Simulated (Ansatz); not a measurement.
**SnH4 (SMILES [H][Sn]([H])([H])[H]): where methods fail along a bond**

The species is SnH4 (5 atoms), meant as a singlet with charge 0. As SMILES, `[H][Sn]([H])([H])[H]`. Geometry: a GFN2-xTB relaxation, a rough one for these elements and not checked as a minimum.

| atom | x (Å) | y (Å) | z (Å) |
| --- | --- | --- | --- |
| Sn | -0.0010 | -0.0002 | -0.0005 |
| H | 0.0120 | -0.0185 | 1.6382 |
| H | 1.5407 | 0.0108 | -0.5549 |
| H | -0.7797 | 1.3421 | -0.5271 |
| H | -0.7720 | -1.3341 | -0.5557 |

The Sn1–H2 distance is scanned; the parts on either side stay rigid. Basis STO-3G, 18 core orbitals frozen in the correlated methods; program Ansatz 0.2.0. FCI is exact within this basis and core. Energies in eV from each method's value at 1.639 Å; methods without a U are spin-restricted. The shape above is that at 1.639 Å.

```csv
distance (Å),HF,PBE0,wB97X,HSE06,CCSD
1.639,0.00,0.00,0.00,0.00,0.00
2.049,1.19,1.01,1.06,1.01,0.88
2.458,3.44,2.85,3.01,2.84,2.50
3.278,7.50,5.98,6.53,5.95,4.38
4.097,9.54,7.38,8.34,7.32,4.66
```

Estimate the FCI curve, and say how far off each method is.


| distance (Å) | FCI |
| --- | --- |
| 1.639 | 0.00 |
| 2.049 | 0.87 |
| 2.458 | 2.49 |
| 3.278 | 4.32 |
| 4.097 | 4.57 |

Departure from the FCI curve at its largest: HF +4.97 eV at 4.10 Å; PBE0 +2.80 eV at 4.10 Å; wB97X +3.77 eV at 4.10 Å; HSE06 +2.75 eV at 4.10 Å; CCSD +0.08 eV at 4.10 Å. Restricted functionals keep the electrons paired too, and rise too high. Restricted Hartree–Fock keeps the electrons paired, so it rises far too high as the bond breaks.

Stretching the Sn–H bond brings its σ and σ* orbitals close in energy, so the singlet needs both the σ² and σ*² configurations to describe two neutral radicals. A single closed-shell determinant instead retains ionic H⁻ and H⁺ contributions at long range, whose cost drives the Hartree–Fock error. CCSD stays close to FCI because breaking one bond is essentially a two-electron problem, which double excitations capture; the small remainder probably reflects missing connected higher excitations.

Among the functionals, wB97X climbs furthest, consistent with its full exact exchange at long range, whereas semilocal exchange partly mimics left–right correlation. PBE0 and HSE06 nearly coincide, so screening the long-range exchange matters little here.

The FCI curve is flattening by 4.10 Å, yet its rise of 4.57 eV is well above the known Sn–H bond strength. The minimal basis is the likely cause, since its molecule-adapted hydrogen function cannot relax to that of the free atom. CCSD's agreement with FCI therefore supports its treatment of correlation, not a quantitative bond energy.
